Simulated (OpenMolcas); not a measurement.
How methods differ on InCl3 (SMILES [Cl][In]([Cl])[Cl])

InCl3 has 4 atoms, charge 0, and is taken as a singlet. As SMILES, `[Cl][In]([Cl])[Cl]`. The shape is that of a PBE0-D4/def2-TZVP optimisation.

```xyz
4

Cl   -0.2029    0.5215    2.2136
In    0.0144   -0.0148   -0.0053
Cl    1.0159   -1.9852   -0.6153
Cl   -0.7720    1.4183   -1.6132
```

Each level gives the energy change with the In2–Cl3 bond stretched from 2.293 to 5.045 Å (eV). The values are calculated.

| level | kind | program | value (eV) | less CCSD(T)/def2-SVP |
| --- | --- | --- | --- | --- |
| HF/def2-SVP (core potential) (restricted) | Hartree–Fock | OpenMolcas | 5.81 | +3.05 |
| BLYP/def2-SVP (core potential) (restricted) | GGA | OpenMolcas | 3.46 | +0.70 |
| PBE/def2-SVP (core potential) (restricted) | GGA | OpenMolcas | 3.76 | +1.00 |
| revPBE/def2-SVP (core potential) (restricted) | GGA | OpenMolcas | 3.60 | +0.84 |
| BHLYP/def2-SVP (core potential) (restricted) | global hybrid | OpenMolcas | 4.97 | +2.21 |
| M06-2X/def2-SVP (core potential) (restricted) | hybrid meta-GGA | OpenMolcas | 5.01 | +2.25 |
| B2PLYP/def2-SVP (core potential) (restricted) | double hybrid | OpenMolcas | 4.09 | +1.33 |
| CCSD(T)/def2-SVP (core potential) (restricted) | coupled cluster or CI | OpenMolcas | 2.76 | 0.00 |

Differences are taken from CCSD(T)/def2-SVP (core potential) (restricted) for orientation; it has basis-set and higher-order errors of its own. At this stretch a single reference begins to fail. The first shape isn't each level's own minimum. The values span 2.76 to 5.81 eV. In the correlated wave-function rows the outer d shell of In is correlated, in sets not made for it.

Stretching the bond costs most in Hartree–Fock, 5.81 eV, and least in CCSD(T), 2.76 eV, with the GGAs at 3.46 to 3.76 eV and BHLYP and M06-2X near 5 eV. The polar In–Cl bond should break homolytically into two neutral radicals, but a restricted determinant keeps the bonding pair in one shared orbital and so retains too much ionic character at long distance. Full exact exchange exposes this penalty, while semilocal exchange partly mimics the missing left–right correlation, which accounts for the rise from GGAs to hybrids. B2PLYP breaks that order: despite its large share of exact exchange it gives only 4.09 eV, probably because its perturbative correlation term grows as the frontier gap narrows. The same narrowing can make the perturbative triples in CCSD(T) too stabilising, so the GGAs' closeness to it doesn't establish that they are more accurate. None of these values should be read as an In–Cl bond dissociation energy, since the separated, relaxed radicals were not computed.
